## Parameter count of the fifteen- and thirty-band k·p Hamiltonians

### Premises and conventions

An electron moves in a real, local potential $V(\mathbf r)$ that has the full symmetry of the diamond structure, with no strain and no magnetic field. For a Bloch state $e^{i\mathbf k\cdot\mathbf r}u_{\mathbf k}(\mathbf r)$ the replacement $\mathbf p\to\mathbf p+\hbar\mathbf k$ in the Pauli Hamiltonian gives the operator that acts on $u_{\mathbf k}$:

$$H(\mathbf k)=H_0+\frac{\hbar^2k^2}{2m_0}+\frac{\hbar}{m_0}\mathbf k\cdot\mathbf p+\boldsymbol\Lambda\cdot\boldsymbol\sigma+\frac{\hbar^2}{4m_0^2c^2}(\nabla V\times\mathbf k)\cdot\boldsymbol\sigma ,\tag{1}$$

with $H_0=p^2/2m_0+V$ and $\boldsymbol\Lambda=(\hbar/4m_0^2c^2)\,\nabla V\times\mathbf p$. The model rests on three premises. (i) $u_{\mathbf k}$ is expanded in eigenfunctions of $H_0$ at $\Gamma$, times spinors where spin is kept. (ii) The expansion stops at the fifteen orbital states that grow out of the three lowest shells of plane waves, the basis of Cardona and Pollak (1966). (iii) The last term of (1) is dropped; its size is found below.

The origin is at an atom, the second atom is at $\boldsymbol\tau=(a/4)(1,1,1)$, and $\kappa=2\pi/a$. The space group is generated by the fcc translations, the site group $T_d$, and the inversion through the bond centre, $J:\mathbf r\to\boldsymbol\tau-\mathbf r$. For $g$ in $T_d$ the products $gJ$ and $Jg$ differ by the translation $g\boldsymbol\tau-\boldsymbol\tau$, which joins two neighbours of the origin atom and is an fcc vector. On lattice-periodic functions $J$ therefore commutes with $T_d$, the group is $T_d\times\{E,J\}\cong O_h$, and each level is labelled by a representation of $T_d$ and a parity. In the notation of Bouckaert, Smoluchowski and Wigner,

$$\Gamma_1=(A_1,+),\quad\Gamma_{25'}=(T_2,+),\quad\Gamma_{15'}=(T_1,+),\quad\Gamma_{2'}=(A_1,-),\quad\Gamma_{15}=(T_2,-),\quad\Gamma_{12'}=(E,-).$$

The characters needed are collected here; the last three rows are explained where they are used.

| | $E$ | $8C_3$ | $3C_2$ | $6S_4$ | $6\sigma_d$ |
|---|---|---|---|---|---|
| $A_1$ | 1 | 1 | 1 | 1 | 1 |
| $E$ | 2 | −1 | 2 | 0 | 0 |
| $T_1$ | 3 | 0 | −1 | 1 | −1 |
| $T_2$ | 3 | 0 | −1 | −1 | 1 |
| even set | 8 | 2 | 0 | 0 | 4 |
| odd set | 7 | 1 | 3 | 1 | 3 |
| $\lvert\chi_{1/2}\rvert^2$ | 4 | 1 | 0 | 2 | 0 |

A polar vector $(x,y,z)$ transforms as $T_2$. An axial vector has the polar character times $\det g$, which is $T_1$. Under $J$ both $\mathbf p$ and $\nabla V$ change sign. Hence $\mathbf p$ is $\Gamma_{15}$ and $\boldsymbol\Lambda$ is $\Gamma_{15'}$.

### The fifteen basis states

For $V\to0$ the zone-centre states are plane waves $|\mathbf G\rangle$ of energy $E_0\,|\mathbf G/\kappa|^2$, with $E_0=\hbar^2\kappa^2/2m_0$. The shells $\langle000\rangle$, $\langle111\rangle$, $\langle200\rangle$, $\langle220\rangle$ hold 1, 8, 6 and 12 waves at $0$, $3E_0$, $4E_0$ and $8E_0$. The cut falls in the gap between $4E_0$ and $8E_0$. The group $T_d$ permutes the waves, and $J|\mathbf G\rangle=e^{i\mathbf G\cdot\boldsymbol\tau}|-\mathbf G\rangle$.

*Shell $\langle000\rangle$.* A constant is $\Gamma_1$.

*Shell $\langle111\rangle$.* It splits into two tetrahedra, $\mathbf G_m/\kappa=(111),(1\bar1\bar1),(\bar11\bar1),(\bar1\bar11)$ and their negatives. Counting fixed vertices gives the permutation character $(4,1,0,0,2)=A_1+T_2$ for each. $J$ exchanges the tetrahedra, so sums and differences give each representation once with each parity: $\Gamma_1+\Gamma_{2'}+\Gamma_{25'}+\Gamma_{15}$.

*Shell $\langle200\rangle$.* The permutation character of the six directions is $(6,0,2,0,2)=A_1+E+T_2$. The three sines $\sin2\kappa x_j$ transform like $x_j$ and carry $T_2$; the cosines carry $A_1+E$. Here $\mathbf G\cdot\boldsymbol\tau=\pm\pi$, so $J$ multiplies by $-1$ in addition to reversing $\mathbf G$: cosines are odd and sines even. The shell gives $\Gamma_{2'}+\Gamma_{12'}+\Gamma_{25'}$.

The potential moves and mixes these states but keeps their labels. With $l$ and $u$ for the lower and upper level of a repeated representation, the basis is

$$\underbrace{\Gamma_1^l+\Gamma_1^u+\Gamma_{25'}^l+\Gamma_{25'}^u}_{\text{even, 8 states}}+\underbrace{\Gamma_{2'}^l+\Gamma_{2'}^u+\Gamma_{15}+\Gamma_{12'}}_{\text{odd, 7 states}} .\tag{2}$$

The rows "even set" and "odd set" are the characters of $2A_1+2T_2$ and $2A_1+T_2+E$. By premise (i) $H_0$ is diagonal, with eight level energies.

### Counting rule

Let $|\alpha i\rangle$ and $|\beta j\rangle$ be partners of two levels and $O_l$ a set of operators transforming as $\gamma$. Inserting $g^{-1}g$ on both sides of $O_l$ shows that the array $\langle\alpha i|O_l|\beta j\rangle$ is unchanged when its three indices are transformed together. It is an invariant tensor of $\alpha^*\otimes\gamma\otimes\beta$. The invariant tensors form a space whose dimension is the multiplicity of the identity representation,

$$n(\alpha,\gamma,\beta)=\frac1{24}\sum_{g\in T_d}\chi_\alpha^*(g)\chi_\gamma(g)\chi_\beta(g),\tag{3}$$

provided that the three parities multiply to $+1$; otherwise $n=0$. For $n=1$ the block is one fixed tensor times one reduced element, which is the Wigner–Eckart theorem for a finite group.

Time reversal makes that element real up to a fixed phase. $H_0$ is real, so each level is spanned by real functions, and these can be chosen to carry the same real matrices in every copy of a representation. The invariant tensor is then real. The operators $\mathbf p$ and $\boldsymbol\Lambda$ equal $i$ times real operators, so each reduced element is $i$ times one real number. Within a single level a Hermitian and purely imaginary matrix is antisymmetric, so $\gamma$ must then occur in the antisymmetric square of $\alpha$, of character $\tfrac12[\chi(g)^2-\chi(g^2)]$.

### Ten momentum elements

Since $\mathbf p$ is odd it joins only the even set to the odd set. Equation (3) with $\gamma=T_2$ gives

$$n(A_1,T_2,T_2)=\tfrac{9+3+6+6}{24}=1,\quad n(T_2,T_2,T_2)=\tfrac{27-3-6+6}{24}=1,\quad n(E,T_2,T_2)=\tfrac{18+6}{24}=1,$$

while $n(A_1,T_2,A_1)=0$ and $n(A_1,T_2,E)=(6-6)/24=0$. The pairs $\Gamma_1$–$\Gamma_{2'}$ and $\Gamma_1$–$\Gamma_{12'}$ are forbidden. Each allowed pair of representations contributes as many constants as there are pairs of levels:

| pair | levels | constants |
|---|---|---|
| $\Gamma_{2'}$–$\Gamma_{25'}$ | $2\times2$ | $P_{ll},P_{lu},P_{ul},P_{uu}$ |
| $\Gamma_{15}$–$\Gamma_{25'}$ | $1\times2$ | $Q_l,Q_u$ |
| $\Gamma_{12'}$–$\Gamma_{25'}$ | $1\times2$ | $R_l,R_u$ |
| $\Gamma_{15}$–$\Gamma_1$ | $1\times2$ | $T_l,T_u$ |

The total is ten. Equation (3) is linear in each character, so the two sets give it in one step: only $E$ and $\sigma_d$ contribute, and $n=(168+72)/24=10$.

The tensors follow from the invariant polynomials of $T_d$. Let the triplet partners $j$ transform like $x_j$ and the doublet partners like $u_\nu\propto\sum_jc_{\nu j}x_j^2$, with $c_1=(-1,-1,2)/\sqrt2$ and $c_2=\sqrt{3/2}\,(1,-1,0)$. The scalar product gives $\delta_{jl}$, the invariant $xyz$ gives $|\epsilon_{ijl}|$, and the doublet part of the products $k_jx_j$ gives $c_{\nu j}$. A constant phase $\pm i$ on all odd states removes the factor $i$, and the blocks of $(\hbar/m_0)\mathbf k\cdot\mathbf p$ become real:

$$\begin{aligned}&\langle\Gamma_{2'}^a|\cdot|\Gamma_{25'}^b,j\rangle=P_{ab}k_j, &&\langle\Gamma_{15},i|\cdot|\Gamma_{25'}^b,j\rangle=Q_b\sum_l|\epsilon_{ijl}|k_l,\\&\langle\Gamma_{12'},\nu|\cdot|\Gamma_{25'}^b,j\rangle=R_b\,c_{\nu j}k_j, &&\langle\Gamma_1^a|\cdot|\Gamma_{15},j\rangle=T_ak_j .\end{aligned}\tag{4}$$

The constants are in eV Å, or are quoted as Kane energies $E_P=2m_0P^2/\hbar^2$. The fifteen-band Hamiltonian is a real symmetric matrix with $8+10=18$ parameters, or 17 once the zero of energy is fixed.

Not all signs are physical. Draw the eight levels as vertices and the ten constants as edges. The graph is connected, and reversing the sign of all functions of one level reverses the edges that meet it. Reversing all eight changes nothing, so seven signs are conventions and $10-7=3$ sign products around closed loops affect the bands, for example the sign of $Q_lQ_uR_lR_u$.

### The constants in the empty lattice

The plane-wave limit tests (4) and sets the scale. Put $|A_m\rangle=|\mathbf G_m\rangle$ and $|B_m\rangle=J|A_m\rangle$, on which $p_x$ has the eigenvalues $\pm\hbar G_{mx}$. With $\mathbf g_m=\mathbf G_m/\kappa$ form $s_A=\frac12\sum_mA_m$ and $t_{A,j}=\frac12\sum_mg_{mj}A_m$, and likewise for $B$. In units of $\hbar\kappa$, $\langle s_A|p_x|t_{A,x}\rangle=\frac14\sum_mg_{mx}^2=1$ and $\langle t_{A,y}|p_x|t_{A,z}\rangle=\frac14\sum_mg_{mx}g_{my}g_{mz}=1$, and both are $-1$ on $B$. Between the combinations $(A\pm B)/\sqrt2$ of opposite parity the element is $\frac12[1-(-1)]=1$. Hence $|P_{ll}|=|Q_l|=|T_u|=P_0\equiv\hbar^2\kappa/m_0$. In the $\langle200\rangle$ shell $p_x$ turns the normalised $\sin2\kappa x$ into the normalised $\cos2\kappa x$ with modulus $2\hbar\kappa$. That cosine has amplitude $1/\sqrt3$ in $\Gamma_{2'}$ and $c_{\nu x}/\sqrt3$ in the normalised $u_\nu$, because $\sum_jc_{\nu j}^2=3$. Hence $|P_{uu}|=|R_u|=2P_0/\sqrt3$. Momentum is diagonal in plane waves and does not connect shells, so $P_{lu}$, $P_{ul}$, $Q_u$, $R_l$ and $T_l$ vanish. With these values the eigenvalues of the matrix are exactly $\hbar^2|\mathbf k+\mathbf G|^2/2m_0$ for the fifteen waves.

If the crystal states lay wholly inside the fifteen-wave space, $V$ could only rotate the three pairs of like symmetry, and three angles with $a$ would fix all ten constants; for instance $Q_l=P_0\cos\theta$ and $R_l=(2P_0/\sqrt3)\sin\theta$. The true states contain higher shells, which removes these relations. Symmetry alone leaves the ten constants independent.

### The thirty-state basis

Spinors are classified by the double group of the rotations $O$ and by parity, in Koster's convention, where $\Gamma_n^-$ has the same rotation characters as $\Gamma_n^+$. The operations $JS_4$ and $J\sigma_d$ have the proper rotations $C_4$ and $C_2'$ as point parts, so the character on $C_4$ is the parity times the $T_d$ character on $S_4$. Spin $\frac12$ has $\chi=2\cos(\phi/2)$, which vanishes on all twofold rotations. On $(E,C_3,C_4)$ the spinor representations are $\Gamma_6=(2,1,\sqrt2)$, $\Gamma_7=(2,1,-\sqrt2)$, $\Gamma_8=(4,-1,0)$, and the spin itself is $\Gamma_6^+$. Multiplying characters:

- $\Gamma_1$: $(1,1,1)\to(2,1,\sqrt2)=\Gamma_6^+$;
- $\Gamma_{25'}$: $(3,0,-1)\to(6,0,-\sqrt2)=\Gamma_7^++\Gamma_8^+$;
- $\Gamma_{2'}$: $(1,1,-1)\to(2,1,-\sqrt2)=\Gamma_7^-$;
- $\Gamma_{15}$: $(3,0,1)\to(6,0,\sqrt2)=\Gamma_6^-+\Gamma_8^-$;
- $\Gamma_{12'}$: $(2,-1,0)\to(4,-1,0)=\Gamma_8^-$.

The basis (2) becomes

$$2\Gamma_6^++2\Gamma_7^++2\Gamma_8^++\Gamma_6^-+2\Gamma_7^-+2\Gamma_8^-,\tag{5}$$

of dimension $4+4+8+2+4+8=30$. The operator $\mathbf p$ does not act on spin, so the ten constants carry over unchanged.

### Five spin-orbit constants

The matrices $\sigma_l$ are known, so the unknowns are the reduced elements of $\boldsymbol\Lambda$, which is even and $T_1$. Equation (3) gives

$$n(T_2,T_1,T_2)=\tfrac{27-3+6-6}{24}=1,\qquad n(E,T_1,T_2)=\tfrac{18+6}{24}=1,$$

$$n(A_1,T_1,T_2)=\tfrac{9+3-6-6}{24}=0,\qquad n(E,T_1,E)=\tfrac{12-12}{24}=0,$$

and $n(A_1,T_1,A_1)=n(A_1,T_1,E)=0$. The antisymmetric square of $T_2$ has the character $(3,0,-1,1,-1)=T_1$, so the diagonal triplet elements survive time reversal. In the even set the allowed pairs are $\Gamma_{25'}^l$–$\Gamma_{25'}^l$, $\Gamma_{25'}^u$–$\Gamma_{25'}^u$ and $\Gamma_{25'}^l$–$\Gamma_{25'}^u$. In the odd set they are $\Gamma_{15}$–$\Gamma_{15}$ and $\Gamma_{15}$–$\Gamma_{12'}$. There are five constants: $\Delta_{ll}$, $\Delta_{uu}$, $\Delta_{lu}$, $\Delta_{15}$ and $\delta$.

One axial and two polar indices have the invariant $\epsilon_{lij}$. With $(\ell_l)_{ij}=-i\epsilon_{lij}$ every triplet–triplet block is $(\Delta/3)\,\boldsymbol\ell\cdot\boldsymbol\sigma$. The $\ell_l$ obey the algebra of angular momentum one, so $\boldsymbol\ell\cdot\boldsymbol\sigma=j(j+1)-\frac{11}4$ equals $+1$ on the quartet and $-2$ on the doublet, and a diagonal $\Delta>0$ puts $\Gamma_8$ above the doublet by $\Delta$. For the last block, $T_1=A_2\otimes T_2$, where $A_2$ is the representation $\det g$, and multiplication by $A_2$ maps the partners $(c_1,c_2)$ to $(d_1,d_2)=(c_2,-c_1)$. Therefore

$$\langle\Gamma_{12'},\nu|\boldsymbol\Lambda\cdot\boldsymbol\sigma|\Gamma_{15},j\rangle=\frac{i\delta}{\sqrt3}\,d_{\nu j}\sigma_j .\tag{6}$$

The $\Gamma_6^-$ states are $\sum_j|j\rangle\sigma_j\chi$ for any spinor $\chi$, and (6) sends them to $\sum_jd_{\nu j}\chi=0$. The block times its adjoint is $(\delta^2/3)\sum_jd_{\nu j}d_{\mu j}=\delta^2\delta_{\nu\mu}$, so the two $\Gamma_8^-$ quartets are coupled with modulus $|\delta|$.

A second count confirms the five. By Schur's lemma the Hamiltonian at $\mathbf k=0$ reduces, for a representation that occurs $n$ times, to an $n\times n$ Hermitian matrix. All copies can be chosen to transform identically under time reversal, which makes the matrix real symmetric, with $n(n+1)/2$ parameters. The basis (5) has five representations with $n=2$ and one with $n=1$, which gives $5\cdot3+1=16$. The basis (2) has three with $n=2$ and two with $n=1$, which gives $3\cdot3+2=11$; these are the eight energies and three off-diagonal elements that vanish by premise (i). The difference, $16-11=5$, is spin dependent. The thirty-band Hamiltonian has

$$8\ \text{energies}+10\ \text{momentum elements}+5\ \text{spin-orbit constants}=23\tag{7}$$

parameters, or 22 with the zero of energy fixed. The edges $\Delta_{lu}$ and $\delta$ close two more loops, so their signs relative to the momentum elements are physical.

### Terms linear in k that the count omits

The double group allows more $k$-linear invariants than (4) contains. Multiplying the summand of (3) by $|\chi_{1/2}|^2$ removes the $\sigma_d$ term and quadruples the first, so $n=672/24=28$. Ten are those of (4) and 18 depend on spin. The last term of (1) supplies ten of the 18, since $\nabla V$ has the symmetry of $\mathbf p$, but they are not new parameters. From $[\mathbf p,H_0]=-i\hbar\nabla V$ follows $\langle a|\nabla V|b\rangle=i(E_b-E_a)\langle a|\mathbf p|b\rangle/\hbar$, and the term becomes

$$\frac{\hbar}{m_0}\,\frac{i(E_b-E_a)}{4m_0c^2}\,(\mathbf p_{ab}\times\mathbf k)\cdot\boldsymbol\sigma ,\tag{8}$$

smaller than the $\mathbf k\cdot\mathbf p$ element by a factor of order $|E_b-E_a|/4m_0c^2$. The remaining eight invariants vanish for the operator (1) within the basis. They appear, with further contributions to the other ten, when remote levels $r$ are folded in by Löwdin partitioning, through products of order $P_rk\,\Delta_r/E_r$. Relative to a spin-orbit splitting these are of order $P_rk/E_r$, negligible near $\Gamma$ but not necessarily at the zone boundary.

### Range of validity

The counts are exact statements about the blocks of $\mathbf p$ and $\boldsymbol\Lambda$ in the basis (2), for any strength of $V$. They need inversion and time reversal. In the zinc-blende structure parity is lost, the fifteen states are $4A_1+3T_2+E$, and the antisymmetric square of this set contains $T_2$ 18 times and $T_1$ 9 times, which are the numbers of momentum and spin-orbit constants there. Strain lowers the group and adds deformation potentials. A nonlocal potential replaces $\mathbf p/m_0$ by a velocity operator of the same symmetry; the ten remain ten, but (8) and the free-electron form of the $k^2$ term no longer follow.

The accuracy of the bands is limited by premise (ii), and the empty lattice shows where. In units of $E_0$, with $\mathbf k$ in units of $\kappa$, the lowest omitted wave lies at 5 at $X=(1,0,0)$, well above the six lowest states at 1 and 2, and at 4.75 at $L=(\frac12,\frac12,\frac12)$, above the eight lowest states at 0.75 and 2.75. At $K=(\frac34,\frac34,0)$ the wave $(\bar2\bar20)$ drops to 3.125 and is the sixth state. At $W=(1,\frac12,0)$ it lies at 3.25 and belongs to the fourfold level formed by states five to eight. The four valence bands are covered throughout the zone and the lowest conduction bands along $\Gamma X$ and $\Gamma L$, while the conduction bands near $K$ and $W$ lack a basis state. A finite set of waves is not closed under $\mathbf G\to\mathbf G+\mathbf G'$, so the bands are not periodic in $\mathbf k$, and the twofold degeneracy that the diamond space group enforces at $X$ holds only as far as the fitted constants produce it. Fitted constants absorb part of the effect of the omitted shells and are effective values, not literal matrix elements.

### Numerical illustration: silicon

*Scales.* With the approximate lattice constant $a=5.43$ Å, $E_0=5.10$ eV, and the shells lie at 15.3, 20.4 and 40.8 eV. The empty-lattice constants are $P_0=8.8$ eV Å and $2P_0/\sqrt3=10.2$ eV Å, with Kane energies $4E_0=20.4$ eV and 27.2 eV. These set the scale but do not describe silicon. The empty lattice makes $\Gamma_{25'}^l$ and $\Gamma_{15}$ degenerate and so misses the direct gap entirely, and it sets to zero elements such as $R_l$ that in silicon are comparable with the large ones.

*Valence-band edge.* By (4) only four momentum elements touch $\Gamma_{25'}^l$. Measure energies from that level and define $F=-\sum_aE_{P_{al}}/E(\Gamma_{2'}^a)$, $G=-E_{R_l}/E(\Gamma_{12'})$ and $H_1=-E_{Q_l}/E(\Gamma_{15})$. Second-order perturbation theory needs the sums over partners. $\Gamma_{2'}$ gives $k_ik_j$. $\Gamma_{12'}$ gives $2k_x^2$ on the diagonal and $-k_xk_y$ off it, since $\sum_\nu c_{\nu x}^2=2$ and $\sum_\nu c_{\nu x}c_{\nu y}=-1$. $\Gamma_{15}$ gives $k_y^2+k_z^2$ and $k_xk_y$. The result has the Dresselhaus–Kip–Kittel form

$$D_{xx}=\frac{\hbar^2}{2m_0}\left[k^2+Lk_x^2+M(k_y^2+k_z^2)\right],\qquad D_{xy}=\frac{\hbar^2}{2m_0}Nk_xk_y,$$

with $L=F+2G$, $M=H_1$ and $N=F-G+H_1$. For band energies small against the spin-orbit splitting, $D$ is projected on the $\Gamma_8^+$ quartet. With spin quantised along a $[001]$ or $[111]$ wave vector, the heavy hole is purely transverse and the light hole is two thirds longitudinal. The longitudinal and transverse eigenvalues are $1+L$ and $1+M$ along $[001]$, and $1+(L+2M+2N)/3$ and $1+(L+2M-N)/3$ along $[111]$. Writing $m_0/m=\gamma_1\mp2\gamma_2$ and $\gamma_1\mp2\gamma_3$ for the two directions, upper sign for the heavy hole, gives the Luttinger parameters $\gamma_1=-1-(L+2M)/3$, $\gamma_2=-(L-M)/6$ and $\gamma_3=-N/6$.

Take $E(\Gamma_{15})$ as the measured direct gap, 3.35 eV (compiled value, Tiago 2004). As typical inputs take $E(\Gamma_{2'}^l)=4.2$, $E(\Gamma_{12'})=9.7$, $E(\Gamma_{2'}^u)=13.5$, $E_{P_{ll}}=20$, $E_{P_{ul}}=0.14$, $E_{Q_l}=15$ and $E_{R_l}=9.4$ eV. Then $F=-4.77$, $G=-0.97$, $H_1=-4.48$, so $L=-6.71$, $M=-4.48$, $N=-8.28$, and $\gamma_1=4.22$, $\gamma_2=0.37$, $\gamma_3=1.38$. The third figure only carries the arithmetic, as the inputs have two. The heavy and light masses are $0.29\,m_0$ and $0.20\,m_0$ along $[001]$, and $0.68\,m_0$ and $0.14\,m_0$ along $[111]$. Inputs of this kind come from fits to such masses, so the result is no test of the model. It shows that hole masses fix only the three combinations $F$, $G$, $H_1$; the other six momentum elements must come from bands elsewhere in the zone. Spin-orbit shifts of the denominators are neglected; with the measured valence splitting $\Delta_0=0.044$ eV at 300 K (compiled value, Ioffe Institute NSM archive) they are of relative order $0.044/3.35=1.3\%$.

*Off-diagonal spin-orbit constants.* $\Delta_{lu}$ couples the two $\Gamma_8^+$ levels by $\Delta_{lu}/3$ and the two $\Gamma_7^+$ levels by $-2\Delta_{lu}/3$. In second order these lower the valence levels by $\Delta_{lu}^2/9E_u$ and $4\Delta_{lu}^2/9E_u$, where $E_u=E(\Gamma_{25'}^u)$, so $\Delta_0\simeq\Delta_{ll}+\Delta_{lu}^2/3E_u$. Assume for scale that $\Delta_{lu}$ and $\delta$ are as large as $\Delta_0$, and take a typical $E_u=12.8$ eV. The correction is 0.050 meV, or 0.11% of $\Delta_0$, so $\Delta_0$ fixes $\Delta_{ll}$. Likewise $\delta$ lowers the $\Gamma_8^-$ level of $\Gamma_{15}$ by $\delta^2/(9.7-3.35\ \text{eV})=0.30$ meV. Zone-centre energies hardly determine these two constants. They enter in first order far from $\Gamma$, where the $\mathbf k\cdot\mathbf p$ terms mix the levels strongly.

*Omitted terms.* For the direct gap the factor in (8) is $1.6\times10^{-6}$. At $k=\kappa$ the element $Q_l\kappa=\sqrt{E_{Q_l}E_0}$ is 8.7 eV, so the dropped term is about 0.014 meV, which justifies premise (iii). For the folded terms, let $P_r$ be as large as $Q_l$, $\Delta_r$ as large as $\Delta_0$, and $E_r=4E_0$, the gap below the first omitted shell. Then $P_r\kappa/E_r=0.43$, or 19 meV. The estimate is high, since elements between shells vanish in the empty lattice, but it shows that the five constants do not by themselves guarantee the spin-orbit splittings at the zone boundary to better than tens of per cent.